## What the integrals measure

Two electrons in a 5p orbital repel each other more strongly when the orbital is smaller. With $P(r)$ the 5p radial function, in atomic units,

$$F^k=\iint P^2(r_1)\,P^2(r_2)\,\frac{r_<^{\,k}}{r_>^{\,k+1}}\,dr_1\,dr_2 .$$

$F^0$ is the spherical repulsion, $F^2$ the quadrupolar part that splits the terms of an open p shell, and $\langle r\rangle$ the mean radius. The table gives non-relativistic Hartree-Fock values for tungsten ions, with W5+ and W10+ withheld.

Tungsten ions computed with the B-spline radial atomic code, version 1: all-electron non-relativistic Hartree-Fock averaged over the configuration, for a spherical atom with a point nucleus at the radial basis-set limit. F0 and F2 are unscreened Slater-Condon radial integrals between 5p orbitals, and <r> is the mean radius of 5p.

```csv
species,Z,charge (e),electrons,configuration,"F0(5p,5p) (eV)","F2(5p,5p) (eV)",F2/F0,<r>(5p) (bohr)
W3+,74,3,71,[Xe] 4f14 5d3,19.000,10.336,0.544,1.2895
W4+,74,4,70,[Xe] 4f14 5d2,19.241,10.498,0.546,1.2728
W5+,74,5,69,[Xe] 4f14 5d1,?,?,?,?
W6+,74,6,68,[Xe] 4f14,19.765,10.839,0.548,1.2381
W7+,74,7,67,[Xe] 4f13,20.383,11.196,0.549,1.1999
W8+,74,8,66,[Kr] 4d10 4f14 5s2 5p4,20.454,11.247,0.550,1.1954
W9+,74,9,65,[Kr] 4d10 4f14 5s2 5p3,20.779,11.441,0.551,1.1763
W10+,74,10,64,[Kr] 4d10 4f14 5s2 5p2,?,?,?,?
W11+,74,11,63,[Kr] 4d10 4f13 5s2 5p2,21.654,11.929,0.551,1.1281
```

An orbital that shrinks at fixed shape has $F^k\propto 1/\langle r\rangle$ and constant $F^2/F^0$. The seven known rows come close: $F^0\langle r\rangle$ falls by 0.30% from W3+ to W11+ while $F^0$ rises by 14%, and power laws fitted to them have exponents $-0.98$ for $F^0$ and $-1.07$ for $F^2$.

The ratio gauges the shape. An infinitely thin shell gives $F^2/F^0=1$ and a hydrogenic 5p orbital 0.518; these ions lie at 0.544 to 0.551. The excess reflects a density gathered in the outer lobe: $\langle r\rangle\langle 1/r\rangle$ is 1 for a thin shell, 1.46 for a hydrogenic 5p and 1.29 in W4+, so the ion has less weight at small radii. The likely cause, argued rather than computed, is that the electron crosses the poorly screened core quickly. The upward drift goes with a narrowing of the density relative to its radius: in the same runs $\langle r^2\rangle/\langle r\rangle^2$ of 5p falls from 1.124 in W4+ to 1.117 in W7+ and 1.114 in W9+. This width does not explain the excess itself, since a hydrogenic 5p has 1.126, close to W4+. The drift nearly levels off by W9+. If a 5p electron were kept while all others were stripped away, $F^2/F^0$ would have to fall in the end, since a one-electron ion is hydrogenic.

## Which electron leaves

An electron wholly inside the 5p shell cancels one unit of nuclear charge, one wholly outside cancels none, and a partner in the same shell is inside half the time. In W4+ the same calculation gives mean radii of 0.58 bohr for 4f, 1.27 for 5p and 1.64 for 5d, so the effect of a hole should run f, p, d.

The table shows this order. $F^0$ gains 0.618 eV for a 4f hole (W6+ to W7+), 0.325 eV for a 5p hole (W8+ to W9+) and 0.24 to 0.26 eV for a 5d electron. The hydrogenic radius $[3n^2-l(l+1)]/2Z=36.5/Z$ turns the radii of the same rows into changes of effective charge of 0.94, 0.50 and about 0.4. The same formula gives a total effective charge of about 30, far more than the outer lobe of 5p feels, so the closeness to 1 and 1/2 is no test of the screening rule; only the order is. The 5d figure is far from zero, as the strong overlap of 5d with 5p would suggest.

Charge alone is therefore a poor variable. From W7+ to W8+, $F^0$ gains only 0.071 eV, because the 4f hole is refilled while two 5p electrons leave; a quadratic in charge through the known rows misses W7+ by 0.21 eV. The configurations are those listed for the real ions. In this non-relativistic model the 4f hole of W7+ is not the lowest state: the 5p level of W6+ puts the cost of a 5p hole at no more than 121.06 eV, since relaxation can only lower it, while the computed 4f hole costs 129.45 eV, over 8 eV more. The same argument shows that the 4f hole of W11+ is not the lowest state of the model either.

## Forecasts

Each forecast follows a branch on which one occupation changes.

W5+ is an interpolation among W3+, W4+ and W6+. Let successive steps grow by $\delta$. The first step in $F^0$ is 0.241 eV and the next two sum to $19.765-19.241=0.524$ eV, so $2(0.241)+3\delta=0.524$ and $\delta=0.014$ eV. Then $F^0=19.241+0.241+0.014=19.496$ eV. The straight line between W4+ and W6+ gives 19.503; that gap plus 0.001 for rounding is the bar. Growing steps are plausible, since the remaining 5d electrons contract and penetrate the 5p shell more.

W10+ is an extrapolation in 5p holes. The line through W8+ and W9+ gives 21.104 eV, and the quadratic that adds W6+ gives 21.091. W6+ is a doubtful anchor: its closed 5p shell may be rotated into the inner p shells at no cost in energy, and the convention changes when the shell opens. A hint, no more, is that 4p grows by 0.0001 bohr from W4+ to W9+ while 4s and 4d shrink. The forecast is the midpoint, with the full spread plus rounding as bar.

- W5+: $F^0=19.496\pm0.008$ eV, $F^2=10.666\pm0.004$ eV, $\langle r\rangle=1.2557\pm0.0003$ bohr, $F^2/F^0=0.547\pm0.001$.
- W10+: $F^0=21.098\pm0.015$ eV, $F^2=11.631\pm0.009$ eV, $\langle r\rangle=1.1580\pm0.0017$ bohr, $F^2/F^0=0.551\pm0.001$.

The bars are spreads between models and carry no statistical meaning. In words: W5+ lies slightly below the W4+/W6+ midpoint in $F^0$; W10+ lies well below the W9+/W11+ midpoint of 21.22 eV; the 5p step shrinks below 0.325 eV; the 4f-hole shift at 5p² is smaller than the 0.62 eV at 5p⁶.

## The computed values

The withheld rows as computed:

```csv
species,Z,charge (e),electrons,configuration,"F0(5p,5p) (eV)","F2(5p,5p) (eV)",F2/F0,<r>(5p) (bohr)
W5+,74,5,69,[Xe] 4f14 5d1,19.498,10.667,0.547,1.2555
W10+,74,10,64,[Kr] 4d10 4f14 5s2 5p2,21.095,11.626,0.551,1.1583
```

All eight values fall inside their bars, and the four statements hold. The printed analysis after this text lists every miss.

For W5+, $F^0$ is 0.002 eV and $F^2$ 0.001 eV above forecast, between line and quadratic: the curvature is real in $F^0$ but was overestimated. The radius is 0.0002 bohr below forecast, and there the plain line did marginally better, at about the rounding of the table.

For W10+, $F^0$ is about 0.003 eV low and the radius about 0.0003 bohr high. $F^2$ is the worst case, 0.005 eV below the forecast (0.65 of the bar in the printed analysis, which centres on 11.6317 eV), and lies 0.002 eV below even the quadratic, a gap that stays when the unrounded integrals are used. The line overshoots both integrals by 0.009 eV, and the quadratic through W6+ is closer than the line in all three quantities. The midpoint does as well as the quadratic or better for $F^0$ and the radius and worse for $F^2$. The curvature is real: the 5p step still shrinks from W8+ to W10+, where 5p is open throughout and the convention is the same. A convention jump at W6+ is likely as well, since in the same runs 4p grows by 0.0003 bohr from W6+ to W8+ yet shrinks from W4+ to W6+ and from W8+ to W10+. A rotation keeps the summed radius of the closed p shells, so it would move 5p by about as much the other way and the quadratic forecast by a third of that, far less than the 0.0015 bohr between line and quadratic.

The 5p step drops to 0.316 eV and the 4f-hole shift to 0.559 eV. Penetration points the right way for the latter: from W4+ to W9+ the 4f radius moves only from 0.58 to 0.57 bohr while 5p closes in from 1.27 to 1.18, so less 4f charge lies inside it. The effect looks too small to carry the drop, however: the ratio $F^0$(4f,5p)$/F^0$(5p,5p) of the same runs falls only from 1.226 in W7+ to 1.219 in W11+, by 0.6%, while the shift falls by 9.5%. That a contracted 5p is stiffer against holes of either kind would cover both drops, but is a guess.

Constant shifts per d, f and p hole, fitted to all seven known rows, hit $F^0$ of W10+ within 0.003 eV but miss W5+ by 0.024 eV, since one constant cannot follow steps that drift. Charge alone misses W10+ by 0.14 eV.

## Where the level of theory bites

Relativity is strong in tungsten: it splits 5p into two $j$ subshells and contracts the $j=1/2$ one, so the single radius used here belongs to the model. Open shells are configuration averages without correlation, and values of $F^2$ fitted to spectra are usually smaller than these bare integrals.

The analysis program printed:

```
rounding floor: F 0.0005 eV, <r> 0.00005 bohr, ratio 0.0005
hydrogenic 5p: <r>Z=36.50 bohr, F0<r>=0.8942, F2<r>=0.4629 Ha*bohr, F2/F0=0.5177
W3+   F0<r>=0.9004 F2<r>=0.4898 Ha*bohr F2/F0=0.5440 Zeff=28.31
W4+   F0<r>=0.9000 F2<r>=0.4910 Ha*bohr F2/F0=0.5456 Zeff=28.68
W6+   F0<r>=0.8993 F2<r>=0.4932 Ha*bohr F2/F0=0.5484 Zeff=29.48
W7+   F0<r>=0.8988 F2<r>=0.4937 Ha*bohr F2/F0=0.5493 Zeff=30.42
W8+   F0<r>=0.8985 F2<r>=0.4941 Ha*bohr F2/F0=0.5499 Zeff=30.53
W9+   F0<r>=0.8982 F2<r>=0.4946 Ha*bohr F2/F0=0.5506 Zeff=31.03
W11+  F0<r>=0.8977 F2<r>=0.4945 Ha*bohr F2/F0=0.5509 Zeff=32.36
F0 ~ <r>^-0.977, max resid 0.0045 eV; F0<r> W3+->W11+ -0.30%
F2 ~ <r>^-1.073, max resid 0.0260 eV; F2<r> W3+->W11+ +0.97%
W3+->W11+: F0 +14.0% F2 +15.4% <r> -12.5% ratio +1.27%
5d W3+->W4+ per e: dF0=+0.241 dF2=+0.162 eV d<r>=-0.0167 bohr dZeff=+0.37
5d W4+->W6+ per e: dF0=+0.262 dF2=+0.171 eV d<r>=-0.0173 bohr dZeff=+0.40
4f W6+->W7+ per e: dF0=+0.618 dF2=+0.357 eV d<r>=-0.0382 bohr dZeff=+0.94
5p W6+->W8+ per e: dF0=+0.345 dF2=+0.204 eV d<r>=-0.0213 bohr dZeff=+0.53
5p W8+->W9+ per e: dF0=+0.325 dF2=+0.194 eV d<r>=-0.0191 bohr dZeff=+0.50
mixed W7+->W8+ per e: dF0=+0.071 dF2=+0.051 eV d<r>=-0.0045 bohr dZeff=+0.11
inner d<r> W4+->W9+ (bohr): 4s -0.00034 4p +0.00010 4d -0.00141
F0 rivals: quad(q) worst 0.2093 (W7+); additive d,f,p=0.2657,0.5787,0.3262 worst 0.0223 (W6+)
F2 rivals: quad(q) worst 0.1151 (W7+); additive d,f,p=0.1757,0.3243,0.1902 worst 0.0187 (W6+)
<r> rivals: quad(q) worst 0.0125 (W7+); additive d,f,p=-0.0184,-0.0330,-0.0190 worst 0.0030 (W6+)
W5+ F0 [eV] line 19.5030 quad 19.4960 pred 19.4960+-0.0078 true 19.4980 miss +0.0020 (0.26 bar)
   miss of line -0.0050, quad +0.0020, rival quad(q) -0.0505, additive -0.0236
W5+ F2 [eV] line 10.6685 quad 10.6657 pred 10.6657+-0.0037 true 10.6670 miss +0.0013 (0.36 bar)
   miss of line -0.0015, quad +0.0013, rival quad(q) -0.0283, additive -0.0150
W5+ <r> [bohr] line 1.2554 quad 1.2557 pred 1.2557+-0.0003 true 1.2555 miss -0.0002 (0.56 bar)
   miss of line +0.0001, quad -0.0002, rival quad(q) +0.0035, additive +0.0021
W5+ F2/F0 pred 0.5471+-0.001 true 0.547 (F2/F0=0.5471); neighbour midpoint F0 19.503, true-mid -0.005 eV; F0<r>=0.8996
W10+ F0 [eV] line 21.1040 quad 21.0910 pred 21.0975+-0.0150 true 21.0950 miss -0.0025 (0.17 bar)
   miss of line -0.0090, quad +0.0040, rival quad(q) -0.1407, additive +0.0028
W10+ F2 [eV] line 11.6350 quad 11.6283 pred 11.6317+-0.0087 true 11.6260 miss -0.0057 (0.65 bar)
   miss of line -0.0090, quad -0.0023, rival quad(q) -0.0708, additive +0.0074
W10+ <r> [bohr] line 1.1572 quad 1.1587 pred 1.1579+-0.0017 true 1.1583 miss +0.0004 (0.21 bar)
   miss of line +0.0011, quad -0.0004, rival quad(q) +0.0075, additive -0.0007
W10+ F2/F0 pred 0.5513+-0.001 true 0.551 (F2/F0=0.5511); neighbour midpoint F0 21.216, true-mid -0.122 eV; F0<r>=0.8979
revealed steps:
5d W4+->W5+ per e: dF0=+0.257 dF2=+0.169 eV d<r>=-0.0173 bohr dZeff=+0.40
5d W5+->W6+ per e: dF0=+0.267 dF2=+0.172 eV d<r>=-0.0174 bohr dZeff=+0.41
5p W9+->W10+ per e: dF0=+0.316 dF2=+0.185 eV d<r>=-0.0180 bohr dZeff=+0.48
4f W10+->W11+ per e: dF0=+0.559 dF2=+0.303 eV d<r>=-0.0302 bohr dZeff=+0.84
```
